# Hydrogen and oxygen on zirconium carbide: seven questions

A carbide surface offers an arriving atom two very different partners, carbon and a metal. On the (100) face of ZrC they alternate like the squares of a chessboard. The questions below ask how the choice of partner governs both the strength of the bond and the work function, which is the energy needed to take an electron out through the surface.

H or O on the top face of a four-plane ZrC(100) slab, one atom per 1×1 cell (10.9 Å²), lower half of the slab fixed. Ansatz 0.2.0, PBEsol, scalar-relativistic plane-wave PAW, 420 eV cutoff, 9×9×1 k mesh, 0.1 eV Gaussian smearing. Adsorption energies count from the clean slab and the free, spin-polarised atom, work functions are the top face's, and dipoles are positive outwards from it.

| adsorbate | start site | start site atoms | adsorption energy (eV) | work function change (eV) | dipole change (e Å) | shortest contact | shortest contact length (Å) |
| --- | --- | --- | --- | --- | --- | --- | --- |
| H | bridge | Zr-C | -2.654 | -1.973 | 0.1210 | H-C | 1.142 |
| H | hollow | C-C | -1.699 | 0.491 | -0.0320 | H-Zr | 2.066 |
| H | top | C | -2.641 | -2.233 | 0.1360 | H-C | 1.137 |
| O | bridge | Zr-C | -6.340 | n/a | -0.0300 | O-C | 1.380 |
| O | hollow | C-C | -4.391 | 2.547 | -0.1490 | O-Zr | 2.061 |
| O | top | C | -5.992 | 0.922 | -0.0530 | O-C | 1.361 |

The adsorption energy is measured from the clean slab and a free atom, and a more negative value means stronger binding. The start site is where the atom was placed before relaxation, which need not be where it ended. The shortest contact names the partner after relaxation.

## 1. Which atom is held more strongly?

Oxygen is, from every start. Its binding is more than twice that of hydrogen at the same start, and the advantage ranges from 2.7 eV in the hollow to 3.7 eV from the bridge.

The reason is standard chemistry. A free oxygen atom has two vacancies in its 2p shell, whereas hydrogen has one in its 1s shell. Oxygen can therefore form two ordinary bonds, or one double bond, where hydrogen forms a single one. Its high electronegativity makes its bond to carbon polar and its bond to zirconium strongly ionic.

## 2. Why is the hollow the weakest of the three starts for both?

The hollow lies midway between two carbon atoms and also midway between two zirconium atoms. An atom there is at least half a cell edge, 1.65 Å, from the nearest carbon, whatever its height. The carbon–hydrogen contact at the top start is only 1.14 Å and the carbon–oxygen contact 1.36 Å. Neither bond can form at its normal length in the hollow, and the closest contact listed there is zirconium.

The energy follows the geometry. Compared with its best start, hydrogen loses 0.96 eV in the hollow and oxygen 1.95 eV, in both cases about a third of the binding. That the loss comes from the stretched carbon bond is an argument from bond lengths, since the total energy isn't split into bonds. No atom was started straight above zirconium, so the binding there could be weaker still.

The relaxation kept the symmetry of the start, so an atom in the hollow could move up and down but not sideways towards a carbon. The hollow may thus be a pass between two better sites instead of a resting place.

## 3. Which order of sites can be trusted?

For oxygen, the bridge start ends 0.35 eV below the top start. That is large enough to say that oxygen straight above carbon isn't the best arrangement. For hydrogen the same two starts differ by about 0.01 eV. Zero-point motion, which is left out here, could reverse such a difference.

The bridge start also needs careful reading. It allowed the atom to slide along the line from zirconium to carbon, and both atoms finished with carbon as their closest contact. Oxygen's contact with carbon is slightly longer than at the top start. The lower energy shows that it doesn't stand straight above carbon as at the top start. The only sideways line open to it runs from carbon to a zirconium atom in either direction, so it must lean towards zirconium. That it gains a second bond there while keeping the first is likely, but the table doesn't show it.

## 4. Why does hydrogen lower the work function on carbon and raise it in the hollow?

The dipole change tells which end of the new surface layer points outwards. A positive value means that positive charge has moved outwards, which helps electrons to leave. Hydrogen at the top start gives a positive dipole change and lowers the work function by 2.23 eV. In the hollow the dipole change is negative and the work function rises by 0.49 eV.

Electronegativity offers a simple account of the reversal, though the table doesn't prove it. Hydrogen attracts electrons less than carbon does, so it forms the positive outer end of a carbon–hydrogen bond. It attracts them more than zirconium does, so next to zirconium it behaves somewhat like a hydride. Oxygen attracts electrons more than either partner, and its dipole change is negative from every start.

This gives a rule for guessing a direction: compare the electronegativity of the adsorbate with that of its closest contact. The rule reproduces the sign in all six rows, but these come from a single surface. Exceptions are known elsewhere: an electronegative atom that sits low among metal atoms can even lower the work function. Nor does the rule give the size: at the top start oxygen changes the work function by less than half as much as hydrogen does. The dipole also includes shifts of the slab's own atoms and electrons, so it can't be converted into a charge on the adsorbate.

## 5. How large a work function change does a given dipole produce?

A layer of dipoles acts like a charged parallel-plate capacitor. The field exists only between the plates, and an electron crossing them changes its energy by an amount proportional to the charge per area times the plate distance. That product is simply the dipole per area. The analogy holds for the average potential step, but not for the uneven field close to the atoms.

With the dipole change $\Delta p$ in e Å and the area $A$ of the surface cell in Å$^2$, the change of the work function $\Delta\Phi$ is

$$\Delta\Phi = -4\pi\,(14.4\ \text{eV Å})\,\frac{\Delta p}{A}.$$

The constant in brackets is the Coulomb energy of two elementary charges 1 Å apart, times that distance. For hydrogen at the top start,

$$\Delta\Phi = -4\pi \times 14.4 \times \frac{0.136}{10.9}\ \text{eV} \approx -2.26\ \text{eV},$$

compared with −2.23 eV in the table.

The formula has no adjustable constant and comes within 0.1 eV of all five tabulated changes. Since the calculation itself obeys this electrostatics, the agreement only shows that the tabulated dipoles and work functions are consistent. It leaves the chemistry of question 4 to be argued separately. The largest miss, 0.07 eV, belongs to oxygen in the hollow. There the work function of the bottom face shifts by the same amount, and the dipole of the whole slab includes that shift. Four atomic planes are evidently too thin to keep the two faces independent.

The formula also shows what a lower coverage would do. If every second adsorbate were removed and each remaining dipole stayed the same, the work function change would halve. In practice neighbouring dipoles weaken one another, so the remaining ones should grow and the change should fall by less than half. The values in the table describe a full layer and shouldn't be used for isolated atoms.

## 6. Does oxygen turn the surface into an insulator?

The bridge start with oxygen has a gap of 0.15 eV at the sampled electron wave vectors. A work function needs a definite Fermi level, and inside a gap its position is not fixed, so the table has no value for this row. The dipole still yields a potential step, about 0.5 eV in the direction that hinders electrons from leaving.

The gap itself deserves little weight. It is only about one and a half times the smearing width used to fill the electron levels, and bands may cross between the sampled points. On the other hand, PBEsol tends to make gaps too small, so a real gap isn't ruled out. Bulk ZrC is a metal, and a thin slab under a full oxygen layer is a poor basis for calling its surface insulating.

## 7. What changes if the atoms come from a gas of molecules?

The order of the sites stays the same, but the zero of energy moves. Breaking the molecule costs roughly 2.3 eV per atom for H$_2$ and 2.6 eV for O$_2$; both are rough measured values, recalled and not computed here. Counted from the molecules, hydrogen in the hollow is unbound by about 0.6 eV, while hydrogen from the other two starts is bound by only 0.3 to 0.4 eV. Oxygen remains strongly bound even in the hollow, by nearly 2 eV.

The binding of hydrogen is small enough for temperature and pressure to decide how much stays on the surface. The zero-point motion of the stiff carbon–hydrogen bond, left out here, would probably reduce it further. For oxygen the reference is less certain. PBEsol is known to bind the O$_2$ molecule too strongly, so a molecule computed with the same functional would cost more to break and leave a smaller margin. Even a cost higher by 1 eV per atom would still leave oxygen bound from every start. The output printed below gives these energies for each row.

The best site for oxygen remains open. On the related carbide TiC, oxygen prefers a place beside one carbon and two metal atoms, and none of the three starts could reach such a place under its symmetry. Would oxygen on ZrC settle there too, and how far below the bridge result would its energy lie?

Output of the analysis:

```
Energies in eV:
  row  above lowest start of same adsorbate  rough energy against half a molecule
    H                                     0                                -0.354
    H                                 0.955                                 0.601
    H                                 0.013                                -0.341
    O                                     0                                 -3.74
    O                                 1.949                                -1.791
    O                                 0.348                                -3.392
Work function in eV:
  row  work function with adsorbate  change estimated from dipole  estimate less table
    H                          2.05                        -2.009             -0.03571
    H                         4.514                        0.5312              0.04023
    H                          1.79                        -2.258             -0.02472
    O                           n/a                         0.498                  n/a
    O                          6.57                         2.474             -0.07347
    O                         4.945                        0.8798             -0.04215
O binds more strongly than H, bridge start (eV): 3.686
O binds more strongly than H, hollow start (eV): 2.692
O binds more strongly than H, top start (eV): 3.351
Least possible distance from hollow adsorbate to C, half a cell edge (angstrom): 1.651
That distance less the H-C contact at top (angstrom): 0.5138
That distance less the O-C contact at top (angstrom): 0.2898
H-C contact, bridge less top (angstrom): 0.005
O-C contact, bridge less top (angstrom): 0.019
Dipole change, hollow less top, H (e angstrom): -0.168
Dipole change, hollow less top, O (e angstrom): -0.096
Work function, hollow less top, H (eV): 2.724
Work function, hollow less top, O (eV): 1.625
Shift of the bottom face's work function, H hollow (eV): -0.0472
Shift of the bottom face's work function, O hollow (eV): 0.06741
Effect of dipole rounding on the estimate, at most (eV): 0.0083
Mesh gap of O bridge over smearing width (ratio): 1.549
```
